Gallium nitride is a semiconductor, and its gap is the energy between the highest filled and the lowest empty electron level. Here six programs compute it with the same density functional for the same zinc-blende crystal.

Kohn-Sham DFT gaps of zinc-blende GaN with the PBE functional, without spin polarisation or spin-orbit coupling, in one fixed two-atom cell with edges of 3.187 Å. All runs use a 10×10×10 k mesh, on which the gaps are read, and Fermi-Dirac smearing of 0.05 eV. The basis column gives the plane-wave cutoff. Octopus uses a real-space grid instead, with its spacing set explicitly in the input, so the entry "default" does not mean that the program chose the grid.

```
         program                            potentials    basis  gap (eV)  direct gap (eV)
          ABINIT                      JTH PAW PBE v2.0   707 eV     1.712            1.712
          Ansatz                            Ansatz PAW   420 eV     1.717            1.717
Quantum ESPRESSO               SSSP 1.3 efficiency PBE   952 eV     1.747            1.747
         Octopus                        pseudodojo_pbe  default     1.757            1.757
          ABACUS   PseudoDojo NC SR 0.4.1 PBE standard  1143 eV     1.759            1.759
            GPAW  GPAW PAW data sets (gpaw data 1.2.1)   800 eV     1.839            1.839
```

*Which program gives the largest gap, and does it stand out?* GPAW does, with 1.839 eV. The other five lie between 1.712 and 1.759 eV, so GPAW's distance from its nearest neighbour exceeds the whole range of the rest. In every row the gap equals the direct gap, which means that an electron can cross it without changing its crystal momentum.

*Would a higher plane-wave cutoff bring the programs together?* The table gives little reason to expect it. A cutoff sets how fine a detail the waves can follow, and how much detail there is depends on the potential that stands for each atom. Cutoffs that belong to different potentials therefore form no convergence series. They are usual working values, not converged limits, so some basis error may remain in each gap, and only a series of cutoffs within one program would show how much. Octopus works on a grid in real space and ABACUS with plane waves, yet with potentials of one family their gaps differ by only 0.002 eV. For this pair, at least, the kind of basis hardly matters.

*What does GPAW do differently?* It treats 8 electrons per cell, while the others treat 18. The ten left out are the filled 3d shell of gallium, which GPAW's data set freezes in the core as it is in the free atom. In the crystal this shell is not quite inert. At the zone centre, where the gap lies, some 3d states have the same symmetry as the nitrogen 2p states that form the valence top. Levels of equal symmetry mix and repel each other, so the deeper 3d states push the valence top up and narrow the gap. A frozen shell cannot mix, so this push is missing in GPAW.

*Do the levels bear this out?* If only the valence top sinks when the push is gone, all empty levels must rise by the same amount when measured from it. GPAW's gap lies 0.10 eV above the mean of the other five, so the second conduction level should also lie 0.10 eV higher. The calculation gives 0.08 eV, and the spacing between the two conduction levels stays within the range of the other programs. The two conduction levels thus nearly keep their distance from each other while the gap below them widens, which is what the loss of the push would do if it acted on the valence top alone. The second conduction level is expected to share the symmetry of some 3d states, so it may lose a weak push of its own and rise a little less. The match does not settle the cause, because the two PseudoDojo rows show a similar common shift of about 0.05 eV against ABINIT and Ansatz, although all four include the 3d shell. The direct test would be a GPAW run with the 3d electrons set free.

*How would the effect change with another metal?* For two levels a distance D apart that are mixed by a coupling V, perturbation theory gives a push of about V²/D. In the five rows with 3d electrons the highest 3d level lies about 13 eV below the valence top, which is near enough to D for an estimate. If the whole 0.10 eV is put down to the push, V² is about 0.10 × 13 = 1.3 eV², and V is about 1 eV. That is a plausible strength for neighbouring atoms, but it is inferred from the gap and so cannot test the explanation. The formula does show what to look for: at similar coupling, the closer the d shell lies to the valence top, the riskier it is to freeze it. In zinc compounds the 3d shell lies closer than in gallium compounds, whereas aluminium has no filled d shell at all.

*Would GPAW still give the largest gap if each program chose its own cell size?* Perhaps not. In the fixed cell GPAW finds a pressure of 12.6 GPa, against about 5 GPa in ABINIT, Ansatz, Quantum ESPRESSO and ABACUS. The Ansatz value includes a correction of about 0.5 GPa for its finite basis, which is too small to change the comparison. A positive pressure means that the crystal wants to expand, and the gap of gallium nitride shrinks as it does. GPAW has about 7.5 GPa more to release than the others, so its lead of 0.08 eV would be gone if the gap fell by little more than 0.01 eV per GPa. The measured rate is several times larger, as recalled, but no run here computes it or relaxes the cell. The frozen shell is a likely source of this pressure too, since it cannot adapt when the nitrogen atoms come close.

*Which digits can be trusted?* With the 3d shell included, this functional gives a gap of 1.7 to 1.8 eV for this cell. The second decimal depends on the potentials and perhaps on the cutoff or grid, and the third is useful only for comparing runs of one program with the same potentials. None of these digits brings the result close to experiment: the measured gap is roughly 3.2 eV, as recalled, so the five programs fall short by about 1.5 eV. Most of that error belongs to the functional, which is known to make gaps too small. GPAW's larger value is therefore no better a description of the material, and the output below sets its lead beside the shortfall.

The analysis program printed:

```
mean gap of the five rows with 3d in valence, eV: 1.738
range of these five gaps, eV: 0.047
GPAW gap less the mean of the five, eV: 0.1006
the same in percent of the mean: 5.787
GPAW gap less the highest of the five, eV: 0.08
ABACUS gap less Octopus gap, eV: 0.002
Ansatz gap less ABINIT gap, eV: 0.005
levels at the zone centre in eV:
               row  electrons  second conduction level  spacing of the two conduction levels
            ABINIT         18                     10.3                                 8.584
            Ansatz         18                    10.31                                 8.594
  Quantum ESPRESSO         18                    10.31                                 8.562
           Octopus         18                    10.36                                 8.598
            ABACUS         18                    10.36                                 8.597
              GPAW          8                    10.41                                  8.57
rise of the second level in GPAW if only the valence top moves, eV: 0.1006
rise of the second level in GPAW as computed, against the mean of the five, eV: 0.0836
miss of the valence-top model (prediction less computed), eV: 0.017
miss if only the lowest conduction level moves (prediction less computed), eV: -0.0836
control, PseudoDojo pair less ABINIT and Ansatz, gap, eV: 0.0435
control, the same for the second conduction level, eV: 0.052
p-d coupling needed for the GPAW excess, order of magnitude only, eV: 1.152
mean pressure of the four other rows that print it, GPa: 5.074
GPAW pressure less that mean, GPa: 7.477
rough shortfall of the five-row mean from the measured gap, eV: 1.462
```
